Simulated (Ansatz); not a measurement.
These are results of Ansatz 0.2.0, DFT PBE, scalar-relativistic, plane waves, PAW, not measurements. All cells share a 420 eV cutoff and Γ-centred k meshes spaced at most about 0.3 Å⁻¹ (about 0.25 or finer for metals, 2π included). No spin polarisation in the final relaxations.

All energies are static (0 K, no zero-point motion).

Compare these two cells of AsSe4, each relaxed at this level.

A.

```cif
data_structure
_symmetry_space_group_name_H-M 'Cmmm'
_symmetry_Int_Tables_number 65
_cell_length_a 7.1990
_cell_length_b 8.1456
_cell_length_c 3.8904
_cell_angle_alpha 90.000
_cell_angle_beta 90.000
_cell_angle_gamma 90.000
_cell_volume 228.13
loop_
_atom_site_label
_atom_site_type_symbol
_atom_site_symmetry_multiplicity
_atom_site_Wyckoff_symbol
_atom_site_fract_x
_atom_site_fract_y
_atom_site_fract_z
_atom_site_occupancy
As1 As 2 a 0.00000 0.00000 0.00000 1
Se1 Se 4 h 0.74378 0.00000 0.50000 1
Se2 Se 4 i 0.50000 0.82643 0.00000 1
```

B.

```cif
data_structure
_symmetry_space_group_name_H-M 'I-43m'
_symmetry_Int_Tables_number 217
_cell_length_a 6.4466
_cell_length_b 6.4466
_cell_length_c 6.4466
_cell_angle_alpha 90.000
_cell_angle_beta 90.000
_cell_angle_gamma 90.000
_cell_volume 267.92
loop_
_atom_site_label
_atom_site_type_symbol
_atom_site_symmetry_multiplicity
_atom_site_Wyckoff_symbol
_atom_site_fract_x
_atom_site_fract_y
_atom_site_fract_z
_atom_site_occupancy
As1 As 2 a 0.00000 0.00000 0.00000 1
Se1 Se 8 c 0.21551 0.21551 0.21551 1
```

Question: Which is lower in energy, and by how much?

Answer: A is lower, by 33 meV/atom. A has space group Cmmm (No. 65), 22.8 Å³/atom and no gap on its mesh; B has space group I-43m (No. 217), 26.8 Å³/atom and no gap. Counting Se atoms around As (those within 1.25 times the shortest such distance or 1.15 times the sum of covalent radii, 1.27 where that leaves under three), A has As 6 and B has As 4. Even the lower one lies +0.37 eV/atom against the reference forms of the elements (uncorrected), so neither is stable at this level. In A, As has 6 Se at 2.66–2.68 Å; Se on a site of symmetry 2mm is surrounded by 2 As at 2.68 Å and 4 Se at 2.98 Å; Se on a site of symmetry m2m has 1 As at 2.66 Å and 5 Se at 2.83–2.98 Å. In B, around As lie 4 Se at 2.41 Å; around Se lies 1 As at 2.41 Å. Both come from invented guesses. A third cell relaxed alike, in I4/m, lies 90 meV/atom below the lower of the two.

No dispersion correction is applied, so the spacing and binding between layers, chains or molecules are poorly described (I-43m), and this can change margins and order among such cells. In Cmmm, I-43m an odd number of electrons in the primitive cell allows no gap without spin; a larger cell or a magnetic state could open one. A magnetic state wasn't ruled out in cells without spin, among them Cmmm, I-43m. Cells relaxed within their symmetry can be saddle points.

The preference for Cmmm over I-43m is a preference for a network of long contacts over compact AsSe4 tetrahedra. The 2.41 Å As–Se distance in I-43m is that of a normal single bond, whereas the six contacts of 2.66–2.68 Å in Cmmm are stretched and point to delocalised, multicentre bonding. The likely reason is electron count: a tetrahedral selenoarsenate unit is closed-shell as a trianion, so the neutral unit leaves holes in the Se lone-pair states. Cmmm can probably spread this deficit over its As–Se and Se–Se contacts, which outweighs the loss of short bonds.

Neither arrangement resembles the bonding familiar from selenium-rich arsenic selenides, which are semiconducting glasses with three-coordinate As, two-coordinate Se and short Se–Se links. The missing gaps therefore reflect these particular small, symmetric cells rather than the composition. The I4/m cell shows that Cmmm isn't the best arrangement even among those tried, yet it too remains above the elements, so the ordering ranks trial structures and doesn't identify a stable compound.
